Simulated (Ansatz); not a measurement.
# A family of molecules: the atomisation energy (no zero-point term)

One atom is swapped for its congeners: C2H4F2 (1,2-difluoroethane) `FCCF`; C2H4ClF (1-chloro-2-fluoroethane) `FCCCl`; C2H4FI (1-fluoro-2-iodoethane) `FCCI`. The Br member is missing. All are singlets with charge 0.

Shapes, held fixed at every level: PBE0-D4/def2-TZVP. Flexible molecules stand in one conformer, not always the lowest. Programs: Ansatz 0.2.0. Values in eV.

```json
{"level": "HF/def2-TZVPP", "C2H4F2": "22.91", "C2H4ClF": "22.09", "C2H4FI": "21.18"}
{"level": "B3LYP-D4/def2-TZVPP", "C2H4F2": "31.45", "C2H4ClF": "30.15", "C2H4FI": "29.22"}
{"level": "BHLYP-D4/def2-TZVPP", "C2H4F2": "30.32", "C2H4ClF": "29.20", "C2H4FI": "28.27"}
{"level": "PBE0-D4/def2-TZVPP", "C2H4F2": "31.59", "C2H4ClF": "30.44", "C2H4FI": "29.47"}
{"level": "MP2/def2-TZVPP", "C2H4F2": "31.40", "C2H4ClF": "30.09", "C2H4FI": "29.23"}
{"level": "CCSD(T)/def2-SVP", "C2H4F2": "30.00", "C2H4ClF": "28.72", "C2H4FI": "27.79"}
{"level": "CCSD(T)/def2-TZVPP", "C2H4F2": "30.72", "C2H4ClF": "29.48", "C2H4FI": "28.62"}
```

At CCSD(T)/def2-TZVPP the atomisation energy falls at every step, from 30.72 to 28.62 eV. Every level shows the same order. For atoms past krypton def2 sets carry core potentials with scalar relativity. Correlated rows may include outer-core shells of I, which these sets cover unevenly. Spin-orbit coupling, which grows down the group, is left out (summed over each molecule's free atoms 0.04, 0.06, 0.34 eV).

The fall from fluorine through chlorine to iodine mainly follows the weakening carbon-halogen bond, since the rest of the molecule is common to all three. Down the group the halogen valence p orbital becomes larger and more diffuse, so it overlaps less well with carbon, and the falling electronegativity removes much of the ionic contribution that makes the C-F bond so strong.

Hartree-Fock already gives this order, so the trend doesn't depend on correlation, but the absolute energies do: for the difluoride it recovers only 22.91 eV against 30.72 eV with CCSD(T), because pairing electrons in bonds adds correlation energy that the separated atoms lack. The coupled-cluster values still rise markedly from the smaller to the larger basis, so the higher B3LYP and PBE0 results aren't in themselves proof of overbinding. Spin-orbit stabilisation of the free iodine atom would lower the last value further and reinforce the order. The differences between molecules are not individual bond dissociation energies, which would require the energies of the radical fragments.
